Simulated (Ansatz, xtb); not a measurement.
**CH5BN−: which of two isomers lies lower**

Structure X: `[H]/N=[BH-]\C`, a singlet. Structure Y: `C=[BH-]N`, a singlet. Both are isolated ions in the gas phase, relaxed with r2SCAN-D4/def2-SVPD; the shapes shown needn't be the lowest conformers.

X (Å):

```xyz
8

C    -0.2061    1.3121    1.5416
B    -1.4271    0.7022    0.6573
N    -1.8153    1.0827   -0.6024
H    -0.5642    1.7198    2.5090
H     0.3412    2.1236    1.0234
H    -2.0433   -0.2156    1.2495
H     0.5353    0.5318    1.8095
H    -1.2145    1.8427   -0.9499
```

Y (Å):

```
atom    x (Å)    y (Å)    z (Å)
   C  -0.7805   1.5129   2.1473
   B  -1.0534   0.7226   0.9421
   N  -0.3972   0.9236  -0.3857
   H  -0.0782   2.3660   2.1745
   H  -1.8527  -0.2262   0.9343
   H  -1.2310   1.2954   3.1263
   H  -0.9623   0.7225  -1.2044
   H   0.0573   1.8254  -0.5069
```

Question: Which of the two would you expect CCSD(T)/def2-SVPD + ΔMP2/def2-TZVPPD electronic energies to favour?

Answer: Structure X; the calculation gives E(Y) − E(X) = +27.6 kJ/mol.

How the difference moves with the method:

```tsv
level	geometry	E(Y) − E(X) (kJ/mol)	departure from the last row (kJ/mol)	job, with rough time for the two
GFN2-xTB	GFN2-xTB	+82.8	+55.2	optimisation, 0.61 s
HF/STO-3G	GFN2-xTB	+69.1	+41.5	single point, 0.91 s
r2SCAN-D4/def2-SVPD//GFN2-xTB	GFN2-xTB	+29.8	+2.2	single point, 6.9 s
r2SCAN-D4/def2-SVPD	r2SCAN-D4/def2-SVPD	+30.2	+2.6	optimisation, 67 s
HF/def2-SVPD	r2SCAN-D4/def2-SVPD	+27.0	−0.6	part of the CCSD(T) run
MP2/def2-SVPD	r2SCAN-D4/def2-SVPD	+32.9	+5.2	part of the CCSD(T) run
CCSD(T)/def2-SVPD	r2SCAN-D4/def2-SVPD	+33.9	+6.3	single point
CCSD(T)/def2-SVPD + ΔMP2/def2-TZVPPD	r2SCAN-D4/def2-SVPD	+27.6		single point, 43 s
```

As drawn, Y has 1 C=B, 1 B–N, 1 N–H in place of 1 B=N, 1 C–B, 1 C–H.

None of the levels shown reverses the order. The largest departure from CCSD(T)/def2-SVPD + ΔMP2/def2-TZVPPD is that of GFN2-xTB, 55.2 kJ/mol. The last row adds to CCSD(T) the change of the MP2 difference between the two basis sets, here −6.3 kJ/mol.

With harmonic frequencies from r2SCAN-D4/def2-SVPD (ideal gas, rigid rotor, one conformer each, 298.15 K, 1 atm): on the last row, ΔE + ΔZPE = +28.0, ΔH = +28.4, ΔG = +28.6 kJ/mol.

The correlated steps freeze 3 core orbitals. Mirror images aren't counted in ΔG. Run with Ansatz 0.2.0, xtb 6.7.1; the last row on 2 threads of AMD EPYC (Zen 3) on a shared host.

The two ions are conjugate bases of the same aminoborane, CH3–BH–NH2, so the preference for X means that the N–H proton is more acidic than the methyl C–H proton. Nitrogen, being more electronegative, accommodates the negative charge better than carbon, and in X it also keeps a short, strongly π-bonded link to boron. The gap is modest probably because boron's formally empty p orbital stabilises the adjacent carbanion in Y, giving C=B character. That delocalisation competes with donation from the amino lone pair, consistent with the longer B–N bond and pyramidal nitrogen in Y.

The near-agreement of HF/def2-SVPD with the final value is a cancellation: correlation raises the difference in that basis, while the basis correction lowers it. Geometry has little influence at the r2SCAN-D4 level, so the large HF/STO-3G excess probably reflects a minimal basis too compact for the carbanion. The energies establish a thermodynamic preference, not the barrier to proton transfer between the isomers.
